Boundary cancellation read backwards: Hubbard parameters of a ⁶Li dimer from the excitation left by a ramp

1. The problem

Two ⁶Li atoms in different hyperfine states, labelled ↑ and ↓, sit in a symmetric double well with sites L and R. With tunnelling energy J > 0 and on-site interaction U,

H = −J Σ_σ (c†_Lσ c_Rσ + c†_Rσ c_Lσ) + U (n_L↑ n_L↓ + n_R↑ n_R↓).

J is constant. The interaction, tuned through the scattering length, is ramped from zero as U(t) = U_f s(τ), with τ = t/T running from 0 to 1. The atoms start in the ground state at U = 0, and P is the probability of not finding them in the ground state of the final Hamiltonian. Three schedules are used:

A: s = τ⁴
B: s = 5τ⁴ − 4τ⁵
C: s = 1 − (1 − τ)⁴

The values below were made for the exercise. They are of the kind a numerical propagation returns, rounded to three figures, and each is assigned an independent relative uncertainty δ = 2 %.

T = 30 ms: P_A = 3.52×10⁻⁶, P_B = 4.91×10⁻¹⁰, P_C = 5.41×10⁻⁴
T = 60 ms: P_A = 8.64×10⁻⁷, P_B = 3.15×10⁻¹¹, P_C = 1.32×10⁻⁴

Counting excited dimers would reach such precision only at great cost. Poisson statistics demand 1/(δ²P) dimers, which at 60 ms is 1.9×10⁷ for C and 7.9×10¹³ for B. The unknowns are J and U_f.

2. Excitation from the ends of a gapped path

Let H depend on time through λ(t), with non-degenerate eigenstates |n⟩ in the gauge ⟨n|∂_λ n⟩ = 0. Write ψ = Σ_n c_n exp(−i∫E_n dt/ħ)|n⟩, ω = (E_n − E_0)/ħ > 0 (an angular frequency) and φ(t) = ∫₀ᵗ ω dt′. Setting c_0 = 1 on the right of the Schrödinger equation gives the first-order amplitude

c_n(T) = −∫₀ᵀ f_0 e^{iφ} dt,  f_0 = λ̇ ⟨n|∂_λ 0⟩.

Since e^{iφ} = (1/iω) d(e^{iφ})/dt, one integration by parts yields ∫ f_0 e^{iφ} dt = −i[(f_0/ω) e^{iφ}] + i∫ f_1 e^{iφ} dt with f_1 = d(f_0/ω)/dt. Repeating the step m times with f_{j+1} = d(f_j/ω)/dt,

c_n(T) = Σ_{j=0}^{m−1} i^{j+1} [(f_j/ω) e^{iφ}]₀ᵀ − i^m ∫₀ᵀ f_m e^{iφ} dt.

For λ = λ(t/T) each time derivative brings 1/T, so f_j ∝ T^{−(j+1)} and, for a smooth schedule, the remaining integral is bounded by a constant times T^{−m}. Suppose that near one end t_e the path behaves as |λ − λ_e| ≈ v|t − t_e|^r/r! with integer r, so that the first k = r − 1 derivatives of λ vanish there and the r-th has modulus v. Every term of f_j contains a derivative of λ of order between 1 and j + 1. Hence f_j(t_e) = 0 for j < k, and in f_k only the term with all derivatives acting on λ̇ survives, |f_k| = v|⟨n|∂_λ 0⟩|/ω^k. With m = r + 1 this end contributes an amplitude v|⟨n|∂_λ 0⟩|/ω^r ∝ T^{−(k+1)}. If the other end is smoother,

P_n ≈ v² |⟨n|∂_λ 0⟩|² / ω^{2r},

with all quantities taken at the rougher end. If both ends have the same r, the two amplitudes interfere with relative phase φ(T). The interior of the path adds no power of 1/T. For an analytic schedule it adds a term that decays exponentially in T, of Landau–Zener type, which exceeds the power law for short ramps and drops below it beyond a crossover time.

3. The dimer

H conserves total spin and the reflection L ↔ R. The ground state therefore couples neither to the triplets nor to the odd doubly occupied state, and the motion stays in the span of |S⟩ = (c†_L↑ c†_R↓ − c†_L↓ c†_R↑)|vac⟩/√2 and |D⟩ = (c†_L↑ c†_L↓ + c†_R↑ c†_R↓)|vac⟩/√2, where H_SS = 0, H_DD = U and H_SD = −2J. The eigenstates are |0⟩ = cos θ|S⟩ + sin θ|D⟩ and |1⟩ = −sin θ|S⟩ + cos θ|D⟩ with cot 2θ = U/4J, the gap is ħω = √(U² + 16J²), and

⟨1|∂_U 0⟩ = dθ/dU = −2J/(U² + 16J²).

Define ω₀ = 4J/ħ, ε = 1/(ω₀T), u = U_f/4J and w = √(1 + u²), so that the gap frequency is ω₀ at the start and ω_f = ω₀w at the end. With v = |U_f s⁽ʳ⁾|/T^r, the amplitude from an end is ε^r |u s⁽ʳ⁾|/(2w_e^{r+2}), where w_e = 1 at the start and w_e = w at the end. Schedule A ends with r = 1, s′ = 4, schedule B ends with r = 2, s″ = −20, and schedule C starts with r = 1, s′ = 4. The remaining ends all have r = 4. Thus

P_A = 4ε²u²/w⁶,  P_B = 100 ε⁴u²/w⁸,  P_C = 4ε²u².

The two-level problem also shows that these results survive beyond first order. Let z be the ratio of the amplitude of |1⟩ to that of |0⟩, dynamical phases included. It obeys ż = −θ̇(1 + z²) − iωz exactly. With g = θ̇/ω and 𝒟 = ω⁻¹ d/dt this reads z = i[g(1 + z²) + 𝒟z], and iteration gives the slowly varying solution

z = ig − 𝒟g − i(g³ + 𝒟²g) + (5g²𝒟g + 𝒟³g) + …

The terms linear in g are the boundary terms of section 2. The nonlinear ones contain products of at least three derivatives of the schedule, so at an end of order r they are of higher order than ε^r. A ramp that starts smoothly follows the slow solution and ends with P = |z|²/(1 + |z|²) at τ = 1. A ramp that starts roughly and ends smoothly has weight |z|²/(1 + |z|²), taken at τ = 0, on the orthogonal solution, which ends in |1⟩. Inserting the schedules gives the relative corrections c ε² to the three probabilities:

c_A = −3/w² + 264u²/w⁴ − (432u⁴ + 12u²)/w⁶,  c_B = −400u²/w⁴,  c_C = 84u² − 3.

4. Inversion

The exponents come first. Doubling T should divide P by 2^{2r}. The data give log₂[P(30 ms)/P(60 ms)] = 2.03 for A, 3.96 for B and 2.04 for C, each with uncertainty √2 δ/ln 2 = 0.04. They match 2r = 2, 4 and 2, so the ramps lie in the power-law regime. The 60 ms row, where corrections are smaller, is used from here on.

Pair A and B probes the final end alone. The matrix element cancels in the ratio, P_B/P_A = 25/(ω_f T)², so that

ω_f T = 5√(P_A/P_B) = 828,  ω_f = 1.380×10⁴ s⁻¹.

Writing P_A = 4u²/[w⁴(ω_f T)²] then fixes x = u/(1 + u²) = ω_f T √P_A/2 = 0.385. The quadratic xu² − u + x = 0 has the roots u = [1 ± √(1 − 4x²)]/2x with √(1 − 4x²) = 0.638, that is u = 2.13 or 0.470. The product of the roots is always 1, because the final gap and the product U_f J are both unchanged when U_f and 4J are exchanged. The candidates are (4J/h, U_f/h) = (934 Hz, 1988 Hz) and (1988 Hz, 934 Hz).

Schedule C decides between them, since it probes the start, where the gap is 4J alone. The prediction P_C = P_A w⁶ is 1.46×10⁻⁴ for the first candidate and 1.57×10⁻⁶ for the second. The datum 1.32×10⁻⁴ excludes the second by a factor of 84. The first prediction lies 11 % above the datum, inside its own uncertainty of 15 % found in section 6.

Pair A and C gives a direct solution. From w⁶ = P_C/P_A = 152.8 follow w² = 5.346 and u = 2.085, and then ω₀T = 2u/√P_C = 362.9. Hence J/h = ω₀/8π = 240.7 Hz and U_f/h = 4uJ/h = 2007 Hz. These values imply ω_f T = 839 and predict P_B = 3.07×10⁻¹¹, whereas the datum is higher by ρ = ln(P_B,datum/P_B,predicted) = 0.026. The datum for B did not enter this solution, so the comparison tests the ε⁴/w⁸ law.

5. Uniqueness

Pair A, B alone admits two solutions, which merge at U_f = 4J, where x has its maximum 1/2; data with x > 1/2 have no solution. Pair A, C has exactly one solution for |u| whenever P_C > P_A, as w⁶ rises monotonically with |u|. Pair B, C is unique as well, because P_C/√P_B = 0.4|u|w⁴ is monotonic. One ambiguity outlasts all three schedules. Only u² enters, since exchanging |S⟩ and |D⟩ turns the traceless part of the 2×2 Hamiltonian at U into the traceless part at −U and leaves the initial state (|S⟩ + |D⟩)/√2 unchanged. The sign must come from elsewhere, for instance from the double occupancy of the final ground state, sin²θ = (1 − u/w)/2. Repulsion is assumed here.

6. Propagation of errors

Let δ_A, δ_B, δ_C be relative errors of the data and q = u²/w², so that d ln w = q d ln u. Differentiating the three power laws,

δ_A = 2 δln ε + (2 − 6q) δln u,  δ_B = 4 δln ε + (2 − 8q) δln u,  δ_C = 2 δln ε + 2 δln u,

with δln J = −δln ε and δln U_f = δln u − δln ε.

For pair A, B the gap is well determined, δln ω_f = (δ_A − δ_B)/2, or 1.4 %. The split of the gap between U_f and 4J is less so. From δln x = δ_A − δ_B/2 and d ln x/d ln u = 1 − 2q = −0.638 on the accepted root, u carries 3.5 % and J carries 4.2 %. The predicted P_C responds as −6.70 δ_A + 3.85 δ_B, which is the 15 % quoted above. The amplification 1/|1 − 2q| diverges at U_f = 4J.

For pair A, C the sixth root damps errors. With q = 0.813,

δln u = (δ_C − δ_A)/6q = 0.205(δ_C − δ_A),
δln J = −0.205 δ_A − 0.295 δ_C,
δln U_f = −0.410 δ_A − 0.090 δ_C,

which gives 0.58 %, 0.72 % and 0.84 %. This pair fails only for weak interaction, q → 0. The predicted P_B responds as 1.74 δ_A + 0.26 δ_C. Together with δ_B the comparison has an uncertainty of 4.1 %, and ρ = 0.026 lies within it.

All three data are combined by least squares in ln P, linearised about the A, C solution. The design matrix M has rows (2, −2.88), (4, −4.50) and (2, 2), the residual vector is (0, ρ, 0), the shift is (MᵀM)⁻¹Mᵀ times that vector, and the covariance is δ²(MᵀM)⁻¹. The shift is δln ε = 0.0028, δln u = −0.0020, and the uncertainties become 0.58 % in J, 0.42 % in U_f and 0.50 % in u:

J/h = 240.0 ± 1.4 Hz,  U_f/h = 1997 ± 8 Hz,  U_f/J = 8.32 ± 0.04.

In energy units J = 1.59×10⁻³¹ joule and U_f = 1.32×10⁻³⁰ joule. The final double occupancy is 0.049 for repulsion and would be 0.951 for attraction.

7. Size of the neglected terms

At the A, C solution and T = 60 ms, ε² = 7.59×10⁻⁶ and c_A = −14.2, c_B = −60.8, c_C = 362. The relative corrections to P are −0.011 %, −0.046 % and 0.27 %. The smooth ends add an amplitude that interferes with the leading one and changes P by up to twice the amplitude ratio. For B the start has s⁗ = 120, the ratio is 6w⁴ε² and the ripple is ±12w⁴ε² = ±0.26 %. For A, with s⁗ = 24, it is ±12w³ε³ = ±3×10⁻⁶, and for C it is smaller than that by w⁹. The two largest effects grow to 1.1 % and 1.0 % at 30 ms, half the assigned uncertainty, which is why that row served for the exponents only. At 60 ms the correction to P_C moves J of the A, C solution by 0.08 %, far inside the quoted uncertainty.

The exponential term follows from Dykhne's formula P ≈ exp(−2 Im ∫₀^{t_c} ω dt), where t_c = Tτ_c is the nearest complex time at which the gap closes, u s(τ_c) = i. The exponent has the form −γ ω₀T with γ = 2 Im ∫₀^{τ_c} √(1 + u²s²) dτ. For A, τ_c = u^{−1/4}e^{iπ/8}, and along the ray τ = yτ_c the integral is τ_c ∫₀¹ √(1 − y⁸) dy = 0.9309 τ_c, so γ_A = 0.593. For B, τ_c = 0.555 + 0.299i and numerical integration gives γ_B = 0.54. At 30 ms the terms are e^{−108} and e^{−98}. Schedule C starts at the minimum gap with rate U̇ = 4U_f/T, and the Landau–Zener factor of a linear sweep at this rate, exp[−2π(2J)²/ħU̇] = exp(−πω₀T/8u), sets the scale at e^{−34}. None of them affects the data.

Equating exp(−γω₀T) with the power law locates the crossover at ω₀T ≈ 12 (T ≈ 2.0 ms) for A and ω₀T ≈ 25 (T ≈ 4 ms) for B. These are estimates, since c ε² is about −0.1 there in both cases. Cancelling one more derivative at the end lowers P by the factor 25/(ω_f T)² for long ramps and pushes the onset of the power law to later times.

The inferred J and U_f are the model's, resting on invented data, a single band, a symmetric well and U strictly proportional to s. They fall within the range typical of ⁶Li in optical double wells, J/h of order 10² to 10³ Hz and U/J up to about 10.